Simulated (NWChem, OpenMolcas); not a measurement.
How basis sets differ on BNH2Cl (SMILES N[B]Cl)

BNH2Cl has 5 atoms, charge 0, and is taken as a doublet. SMILES: `N[B]Cl`. Geometry: relaxed at PBE0-D4/def2-TZVP. This is one conformer, not always the lowest.

```xyz
5

N    -0.3340    0.4121   -0.2567
B    -0.0984   -0.5446    0.7044
Cl    1.3432   -1.5262    0.7846
H    -1.1767    0.9599   -0.2731
H     0.3158    0.6251   -1.0006
```

Each level gives the dipole moment (D). The values are calculated.

```json
{"level": "UPBE0/pcseg-0", "kind": "global hybrid", "program": "NWChem", "value (D)": "3.38"}
{"level": "UPBE0/6-31G** (spherical functions)", "kind": "global hybrid", "program": "OpenMolcas", "value (D)": "3.00"}
{"level": "UPBE0/def2-SVP", "kind": "global hybrid", "program": "OpenMolcas", "value (D)": "2.82"}
{"level": "UPBE0/pcseg-1", "kind": "global hybrid", "program": "NWChem", "value (D)": "3.00"}
```

The values span 2.82 to 3.38 D. Without the sets that lack polarisation functions the rows with a basis span only 2.82 to 3.00 D.

The dipole moment depends chiefly on whether the basis contains polarisation functions: pcseg-0, which has none, gives 3.38 D, while pcseg-1 brings it down to 3.00 D. With only s and p functions on the heavy atoms, the density around boron, nitrogen and chlorine cannot deform properly towards the bonds. Charge separation is then typically exaggerated, and the lone pairs and the unpaired electron, largely in an in-plane hybrid on boron, are poorly shaped. Donation from the nitrogen lone pair into the empty boron p orbital also shifts charge along the molecule, so the total moment reflects a balance between σ polarity and π back-donation.

Polarisation functions do not settle the value completely, since def2-SVP gives 2.82 D. This remaining difference probably stems from the exponents and contraction of the valence functions, which control the outer part of the density. The identical values from pcseg-1 and 6-31G** therefore do not establish the basis-set limit; that would require larger sets with diffuse functions.
